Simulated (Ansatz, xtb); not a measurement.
# Relative energy of two isomers of GeH7SiTe+

Structure I: `[SiH3][GeH2][TeH2+]`, a singlet. Structure II: `[SiH3][TeH+][GeH3]`, a singlet. Both are isolated ions in the gas phase, relaxed with r2SCAN-D4/def2-SVP; the shapes shown needn't be the lowest conformers.

I (Å):

```yaml
atoms:
  - { symbol: Ge, position_ang: [-0.6902, -0.0077, 1.8683] }
  - { symbol: Si, position_ang: [-0.7103, 0.5429, -0.4606] }
  - { symbol: Te, position_ang: [0.9589, -2.1370, 2.1743] }
  - { symbol: H, position_ang: [-1.2071, -0.6694, -1.1650] }
  - { symbol: H, position_ang: [0.6979, 0.8600, -0.8199] }
  - { symbol: H, position_ang: [-1.6216, 1.7091, -0.5988] }
  - { symbol: H, position_ang: [0.0151, 0.9258, 2.8581] }
  - { symbol: H, position_ang: [-1.9345, -0.6350, 2.5060] }
  - { symbol: H, position_ang: [2.1483, -1.4894, 1.1979] }
  - { symbol: H, position_ang: [0.3137, -2.9569, 0.8710] }
```

II (Å):

```xyz
10

Ge    1.1497   -1.5636    1.6892
Si   -1.1766    0.7362   -0.4249
Te   -0.4270    0.5579    2.0660
H    -1.5124   -0.6489   -0.8353
H     0.0394    1.2846   -1.0734
H    -2.3273    1.6688   -0.3795
H    -1.7426   -0.3872    2.4708
H     1.4043   -2.0408    3.1129
H     2.3473   -0.9289    0.9920
H     0.3217   -2.5020    0.8188
```

Task: Estimate which is lower in electronic energy at CCSD(T)/def2-SVP + ΔMP2/def2-TZVPP, and by roughly how much.

Result: The CCSD(T)/def2-SVP + ΔMP2/def2-TZVPP calculation puts structure II lower, by 10.3 kcal/mol.

How the difference moves with the method:

| level | geometry | E(II) − E(I) (kcal/mol) | departure from the last row (kcal/mol) | job, with rough time for the two |
| --- | --- | --- | --- | --- |
| GFN2-xTB | GFN2-xTB | −5.5 | +4.8 | optimisation, 0.28 s |
| HF/STO-3G | GFN2-xTB | −28.3 | −18.0 | single point, 1.9 s |
| r2SCAN-D4/def2-SVP//GFN2-xTB | GFN2-xTB | −10.8 | −0.5 | single point, 7.8 s |
| r2SCAN-D4/def2-SVP | r2SCAN-D4/def2-SVP | −9.5 | +0.8 | optimisation, 94 s |
| HF/def2-SVP | r2SCAN-D4/def2-SVP | −13.0 | −2.6 | part of the CCSD(T) run |
| MP2/def2-SVP | r2SCAN-D4/def2-SVP | −11.6 | −1.2 | part of the CCSD(T) run |
| CCSD(T)/def2-SVP | r2SCAN-D4/def2-SVP | −10.1 | +0.2 | single point |
| CCSD(T)/def2-SVP + ΔMP2/def2-TZVPP | r2SCAN-D4/def2-SVP | −10.3 |  | single point, 74 s |

As drawn, II has 1 Si–Te, 1 Ge–H in place of 1 Ge–Si, 1 Te–H.

None of the levels shown reverses the order. The largest departure from CCSD(T)/def2-SVP + ΔMP2/def2-TZVPP is that of HF/STO-3G, 18.0 kcal/mol. The last row adds to CCSD(T) the change of the MP2 difference between the two basis sets, here −0.2 kcal/mol.

With harmonic frequencies from r2SCAN-D4/def2-SVP (ideal gas, rigid rotor, one conformer each, 600 K, 1 atm): the zero-point term adds +0.6 kcal/mol; ΔH is −9.9 and ΔG −9.8 kcal/mol.

The correlated steps freeze 18 core orbitals; the filled d shell of Ge and Te is correlated, in a basis made for valence electrons. Atoms past krypton carry core potentials in the def2 sets, other sets are all-electron and non-relativistic, and no spin–orbit term is included. Mirror images aren't counted in ΔG. Codes used: Ansatz 0.2.0, xtb 6.7.1; the last row on 2 threads of Arm Neoverse N1 on a shared host.

Structure II is favoured because it trades a weak Te–H bond for a stronger Ge–H bond, a gain that outweighs the less certain balance between Si–Te and Ge–Si. Charge stabilisation probably acts in the same direction: both ions are telluronium-like, but in II the electron-poor tellurium carries two electropositive, polarisable group 14 substituents, whereas in I it carries one and an extra hydrogen.

The preference is already present at the Hartree–Fock level, so correlation does not create it. In the def2-SVP basis, correlation instead trims it from −13.0 to −10.1 kcal/mol, favouring I slightly. The much larger gap with HF/STO-3G probably reflects a minimal basis too rigid to describe polarisation around the cationic centre. Enthalpy and free energy nearly coincide, as expected for an isomerisation that keeps a single ion and changes its vibrations and rotations only modestly. The result supports a thermodynamic preference for II over I, but says nothing about the barrier to the silyl and hydrogen migrations that would connect them.
